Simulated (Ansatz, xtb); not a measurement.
## Two isomers of C6H5BO

Structure I is `Bc1cc(C#C)co1`, a singlet and structure II is `Bc1occc1C#C`, a singlet. Both are isolated molecules in the gas phase, relaxed with B3LYP/def2-SVP; the shapes shown needn't be the lowest conformers.

I (Å):

```xyz
13

C    -0.7764   -1.7995   -1.1743
C    -1.4578   -0.9243   -0.3434
C    -0.5279   -0.3976    0.6036
C    -0.7663    0.5350    1.6520
C    -0.9788    1.3306    2.5434
C     0.6798   -0.9990    0.2787
B    -1.2178   -2.6502   -2.3500
O     0.5497   -1.8191   -0.7563
H    -2.3744   -2.6093   -2.6859
H    -0.4307   -3.3498   -2.9333
H    -2.5175   -0.6863   -0.4088
H    -1.1650    2.0345    3.3328
H     1.6696   -0.9053    0.7217
```

II (Å):

```xyz
13

C    -1.3782   -1.5372   -0.3095
C    -1.5779   -1.1704    1.8606
C    -0.5281   -0.3819    1.4641
C    -0.3896   -0.6113    0.0601
C     0.5730   -0.0098   -0.7954
C     1.4057    0.5184   -1.5033
B    -1.7518   -2.1792   -1.6322
O    -2.0873   -1.8539    0.8338
H    -2.6645   -2.9629   -1.6854
H    -1.1241   -1.8922   -2.6175
H    -2.0468   -1.3270    2.8306
H     0.0728    0.2785    2.0842
H     2.1382    0.9801   -2.1386
```

Problem. Which of the two would you expect CCSD(T)/def2-SVP + ΔMP2/def2-TZVPP electronic energies to favour?

Solution. Too close to call at this level: CCSD(T)/def2-SVP + ΔMP2/def2-TZVPP gives E(II) − E(I) = −0.005 eV.

How the difference moves with the method:

```tsv
level	geometry	E(II) − E(I) (eV)	departure from the last row (eV)	job, with rough time for the two
GFN2-xTB	GFN2-xTB	−0.042	−0.037	optimisation, 0.97 s
HF/STO-3G	GFN2-xTB	+0.010	+0.015	single point, 3.7 s
r2SCAN-D4/def2-SVP	GFN2-xTB	−0.026	−0.021	single point, 15 s
B3LYP/def2-SVP	B3LYP/def2-SVP	+0.002	+0.007	optimisation, 3 min
HF/def2-SVP	B3LYP/def2-SVP	+0.049	+0.054	part of the CCSD(T) run
MP2/def2-SVP	B3LYP/def2-SVP	−0.032	−0.027	part of the CCSD(T) run
CCSD(T)/def2-SVP	B3LYP/def2-SVP	−0.004	+0.001	single point
CCSD(T)/def2-SVP + ΔMP2/def2-TZVPP	B3LYP/def2-SVP	−0.005		single point, 3.4 min
```

As drawn, both hold the same kinds of bond in the same numbers.

The largest departure from CCSD(T)/def2-SVP + ΔMP2/def2-TZVPP is that of HF/def2-SVP, 0.054 eV. The last row adds to CCSD(T) the change of the MP2 difference between the two basis sets, here −0.001 eV.

With thermal terms from frequencies at re-optimised GFN2-xTB minima (ideal gas, soft modes damped towards free rotors, one conformer each, 298.15 K, 1 atm): on the last row, ΔE + ΔZPE = −0.003, ΔH = −0.004, ΔG = −0.002 eV.

The correlated steps freeze 8 core orbitals. Codes used: Ansatz 0.2.0, xtb 6.7.1; the last row on 2 threads of Intel(R) Xeon(R) Processor @ 2.50GHz (Skylake/Cascade Lake) on a shared host.

The two isomers are effectively degenerate, and the small negative difference doesn't establish a preference for II. Both keep the furan ring and carry boron next to oxygen, so only the position of the ethynyl group changes. In II, the alkyne and the empty boron p orbital sit at opposite ends of one formal ring C=C bond, allowing direct donor–acceptor conjugation. In I, the two groups are cross-conjugated but farther apart. The near-zero difference probably reflects a balance between better conjugation in II and less crowding in I.

Hartree–Fock favours I by 0.049 eV, whereas MP2 in the same basis and at the same geometries reverses the order. Correlation therefore favours the adjacent arrangement, plausibly through both π correlation and dispersion between the neighbouring groups. CCSD(T) lies between the two, which suggests that MP2 overestimates this contribution. The near-degeneracy says nothing about persistence in bulk, where free BH2 groups would be expected to form hydrogen-bridged dimers or hydroborate the alkyne.
